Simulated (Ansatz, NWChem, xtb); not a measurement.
Ligand exchange: SnH3(NH2) + BH2(SH) → SnH3(SH) + BH2(NH2)

Gas-phase species: SnH3(NH2), singlet; BH2(SH), singlet; SnH3(SH), singlet; BH2(NH2), singlet. The partners trade NH2 for SH: Sn–NH2 and B–SH bonds give way to Sn–SH and B–NH2.

Shapes, held fixed at every level: PBE0-D4/def2-TZVP. Programs: Ansatz 0.2.0, NWChem 7.3.0, xtb 6.7.1. A level may come from different programs for different species; with the same settings they agree closely. The zero-point and thermal change to 298 K, harmonic and unscaled (PBE0-D4/def2-TZVP), is +4.8 kJ/mol.

Problem. Estimate ΔH(298 K) of this reaction.

Solution. The highest level, CCSD(T)/def2-TZVPP, gives ΔH(298 K) = -107.7 kJ/mol; the levels span -221.9 to -107.7. GFN0-xTB strays far from the other rows. The column of differences is taken from that level and isn't an error. No measured value is set beside it here. For atoms past krypton def2 sets carry core potentials with scalar relativity. Outer-core shells of Sn are correlated, in sets that cover them unevenly. CCSD(T)/def2-TZVPP lies outside the range of the other correlated levels here, so it shouldn't be taken on trust.

```
                level                    kind  ΔH(298 K) (kJ/mol)  less CCSD(T)/def2-TZVPP
             GFN0-xTB          semi-empirical              -221.9                   -114.2
        HF/def2-TZVPP            Hartree–Fock              -120.5                    -12.8
        PBE0/def2-SVP           global hybrid              -127.8                    -20.1
  BHLYP-D4/def2-TZVPP           global hybrid              -120.8                    -13.1
r2SCAN0-D4/def2-TZVPP           global hybrid              -116.2                     -8.5
   wB97M-V/def2-TZVPP  range-separated hybrid              -115.4                     -7.7
        CCSD/def2-SVP   coupled cluster or CI              -119.7                    -12.0
   CCSD(T)/def2-TZVPP   coupled cluster or CI              -107.7                      0.0
```

Every level makes the exchange strongly exothermic, so the preference for nitrogen on boron and sulfur on tin is secure, though its exact size is not. The main reason is probably π bonding at boron. The nitrogen lone pair donates into the empty boron 2p orbital, giving aminoborane partial double-bond character much like that of its isoelectronic relative ethylene. Sulfur donates too, but its larger, more diffuse 3p orbital overlaps less well with boron. Four-coordinate tin has no comparable low-lying empty p orbital, so the amide gives up little π stabilisation on leaving it, and the soft, polarisable tin centre is well matched to thiolate.

Hartree–Fock already gives -120.5 kJ/mol, which shows that the driving force is present at the mean-field level and doesn't depend on electron correlation. GFN0-xTB gets the direction right but greatly exaggerates the energy, possibly because its charges don't respond self-consistently to the change of bonding partner. The total alone cannot apportion the gain between the B–N and Sn–S bonds.
